## Six sites with four like neighbours each: why such different field gradients?

**Question**

I have been looking at the computed field gradients at the nuclei in a hexagonal silicon carbide crystal. Every silicon atom has four carbon neighbours, every carbon atom has four silicon neighbours, and the mean distances agree to about 0.01 Å. I expected nearly the same gradient for all atoms of one element.

Ansatz 0.2.0, plane waves with default PAW datasets, PBE, scalar-relativistic, no spin polarisation. SiC, space group 186, 12 atoms, 10.49 Å³/atom, atoms relaxed in a fixed cell; cutoff 420 eV, k-point mesh 9x9x2. Vzz is the principal field gradient of largest magnitude, and the asymmetry is (Vxx - Vyy)/Vzz.

```
atom  first shell  mean distance (Å)  longest less shortest (Å)  Vzz (1e21 V/m^2)  asymmetry  potential at the nucleus less that at the first site of the element (V)
 Si1           C4               1.90                       0.00             -0.10       0.00                                                                     0.00
 Si3           C4               1.89                       0.00              0.17       0.00                                                                    -0.05
 Si5           C4               1.89                       0.00              0.22       0.00                                                                    -0.06
  C7          Si4               1.90                       0.01              0.18       0.00                                                                     0.00
  C9          Si4               1.90                       0.00              0.04       0.00                                                                     0.08
 C11          Si4               1.89                       0.00              0.00        n/a                                                                     0.02
```

Instead, one silicon site has the opposite sign to the other two, and one carbon site stands far above its fellows. C11 shows zero and has no asymmetry at all. What distinguishes these sites if their neighbours don't? And could I tell them apart by the quadrupole splitting in a spectrum?

**Answer**

The gradient measures how unevenly charge is arranged around a nucleus, and four equal neighbours can be arranged so evenly that they cancel. What you see in the column Vzz is the residue of that cancellation. A residue may be large, small or of either sign while the neighbours look the same.

Vzz is the largest principal component of the field gradient, the second derivative of the electric potential at the nucleus. A charge q at distance r, in a direction at angle θ to the crystal's long axis, contributes in proportion to q(3cos²θ − 1)/r³. A neighbour on the axis counts +2. In a perfect tetrahedron the other three have cosθ = −1/3 and count −2/3 each, so the sum is zero. One unit charge on the axis at the bond length would give 0.42 × 10²¹ V/m² by itself; the largest value in the table is about half of that.

Symmetry decides what may survive. In cubic silicon carbide each atom has the full symmetry of the tetrahedron, and the gradient vanishes. In this hexagonal crystal only one of the tetrahedron's four threefold axes is left at each atom. The bond along that axis need no longer match the other three, so a gradient along the axis is allowed, but the two directions across it remain equal. That is why the asymmetry is zero at the five sites where it is given.

C11 is a different kind of zero. Its symmetry allows a gradient just as it does at the other sites, and the unrounded result is about 0.0006 × 10²¹ V/m². The contributions happen to cancel almost completely, so the sign carries no meaning. The table gives no asymmetry because that would mean dividing by this tiny number, but the threefold axis requires it to be zero here too, and the unrounded output gives about 10⁻¹⁰.

**How far away does an atom notice the stacking?**

The crystal is a stack of silicon–carbon layers whose pattern repeats after every six, and its proportions are within about 0.1 % of those of ideal tetrahedra. In such an ideal stack the four nearest neighbours cancel. So do the twelve next ones, whichever way the layers are stacked: six lie level with the atom and count −1 each, while six lie above and below and count +1 each. This is why a list of near neighbours hides the difference between the sites.

The first difference comes from a plane of atoms of the other element, 5/3 of a bond length away. For one site in three of each element, an atom of that plane sits exactly on the axis. For the other two sites, the axis passes through a hollow between three atoms. If ions at their ideal places were the whole story, each element would therefore have one site with a gradient and two with almost none.

The size of this effect can be estimated by treating the plane as a regular net of point charges. Its average charge produces a uniform field, which has no gradient. Only the ripple from the individual ions matters, and it fades exponentially with height:

difference in Vzz ≈ 9 × (2πk/A) × G × exp(−Gh)

Here k ≈ 14 V Å is the Coulomb constant for one elementary charge, A ≈ 8.3 Å² is the area per ion, G ≈ 2.3 Å⁻¹ is the wave number of the ripple and h = 3.16 Å is the height. The factor 9 arises because the six shortest waves add up to +6 above an ion and −3 above a hollow. With 2πk/A ≈ 11 V/Å and exp(−Gh) ≈ 0.0006, the result is 9 × 11 × 2.3 × 0.0006 ≈ 0.14 V/Å², or 0.014 × 10²¹ V/m² per unit charge. Even with the full formal charge of 4, which exaggerates the ionic character of this crystal, it reaches only 0.056 × 10²¹ V/m².

**Where the ions fail**

At first sight each element splits one against two, as the ions predict, but the wrong sites stand out. In the relaxed positions, the atoms with an ion of that plane on their axis are Si5 and C9. A negative carbon ion there should make Si5 the lowest of the silicon sites, yet it is the highest. A positive silicon ion should make C9 the highest of the carbon sites, yet it lies far below C7.

The sites that bare ions treat as nearly alike also differ widely: Si1 lies 0.27 below Si3, and C7 lies 0.18 above C11 (both in 10²¹ V/m²). These gaps are about three to five times the whole ionic effect, even with the full formal charges. Bare ions also leave out the core electrons, which respond in this run and are expected to amplify an outside gradient at silicon a few times over. That would enlarge the ionic effect, but not reverse its direction. The printed output of the model follows below.

Treated as bare ions, slightly unequal bonds do not account for C7 either. C7 is the only site with a visible spread of bond lengths, 0.01 Å. The threefold axis keeps the three slanting bonds equal, so this spread is the difference between them and the bond along the axis. For a change of that size in the axial bond, formal charges give a gradient of only about 0.03 × 10²¹ V/m² in size, far below the computed value. If the axial bond is the longer one, bare ions even give the wrong sign, because a positive silicon ion has moved away along the axis. A covalent bond is expected to behave otherwise: a longer bond takes its electrons away from the carbon along the axis, which would make Vzz positive, so unequal bonds are not ruled out as part of the cause. Bond angles are not listed, however. A small tilt of the three slanting bonds would add a gradient while changing their lengths very little, so part of the gap may lie there.

**Why a slight unevenness is enough**

The point-charge picture leaves out the electrons of the atom itself. Because the contribution of a charge falls as 1/r³, an electron close to the nucleus counts far more than an ion one bond away. Equal filling of the three valence p orbitals makes a round cloud with no gradient. If the bond along the axis holds its electrons slightly differently from the other three, the cloud is no longer round.

Rough free-atom values show how little is needed. A single p electron along the axis would give a gradient of the order of 10 × 10²¹ V/m². The larger values in the table thus correspond to an imbalance of only about a hundredth of an electron. This converts the computed gradient into an electron count; it does not independently prove the cause. It does show why a difference in stacking or shape that hardly changes the bonds can matter so much at the nucleus.

The sign then has a simple reading. Extra electrons along the axis make Vzz negative; a shortage there, compared with the directions across it, makes it positive. In this picture Si1 has slightly too much electron charge along the axis, and Si3 and Si5 slightly too little. The same reasoning makes C11 the site where the cloud and its surroundings balance. Which feature of the stack tips each site one way or the other cannot be read from these columns, because unseen changes in angle and the response of the electrons act together.

This also explains why the potential at the nucleus is a poor guide. It depends only on how much charge lies at each distance, whereas the gradient also depends on the direction in which the charge lies. Among the silicon sites the potential falls as Vzz rises, but carbon does not repeat this: C9 has the highest potential of its element and only the middle gradient.

**How much of the pattern to trust**

In the data makers' tests on other systems, field gradients missed all-electron results by 2 to 3 % at the median. No such comparison was made for this crystal, and a percentage carries over poorly to values that are residues of a near-cancellation. The gap between Si1 and the other silicon sites is larger than any single value in the column and is the most secure feature. The order of Si3 and Si5 is less secure. They differ by 0.05 × 10²¹ V/m², roughly a quarter of the larger value, and in those tests about one site in ten missed by more than 10 %. The atoms were relaxed in a cell of fixed size and shape. Judged by a stress that the run itself flags as loosely converged, this cell remained slightly compressed along the axis. For a quantity this sensitive to shape, that could shift the small values, and no second cell is available to test it.

As for your spectrum, the stable isotopes of silicon and carbon have no quadrupole moment in their ground states. Their nuclei do not respond to a field gradient, so there is no quadrupole splitting by which to sort the sites. The gradients are real differences in the calculated charge around the atoms, but an ordinary magnetic resonance spectrum of this crystal would have to separate the sites by their chemical shifts instead.

The analysis program printed:

```
Layer height over edge, relative to the ideal stack: 1.001
Si5 less Si3, Vzz in 1e21 V/m^2: 0.05
Si5 less Si1, Vzz in 1e21 V/m^2: 0.32
C7 over C9, ratio of Vzz: 4.5
C11, Vzz in 1e21 V/m^2 from the further outputs: 0.0006139
One unit charge at bond length on the axis, Vzz in 1e21 V/m^2: 0.4232
Height of that plane in angstrom: 3.16
Stacking difference per unit charge, Vzz in 1e21 V/m^2: 0.01395
Stacking difference with formal charge 4, Vzz in 1e21 V/m^2: 0.05578
Smallest size of Vzz among Si sites, 1e21 V/m^2: 0.1
Largest size of Vzz over stacking difference with charge 4: 3.944
Bond stretch of C7 with formal charge 4, size of Vzz in 1e21 V/m^2: 0.02673
Rough p-shell estimate:
  row  Vzz in 1e21 V/m^2  Vzz of one p electron along the axis (size)  uneven p electrons needed
  Si1               -0.1                                        15.55                   0.006432
  Si3               0.17                                        15.55                    0.01093
  Si5               0.22                                        15.55                    0.01415
   C7               0.18                                        13.22                    0.01362
   C9               0.04                                        13.22                   0.003027
  C11                  0                                        13.22                          0
```
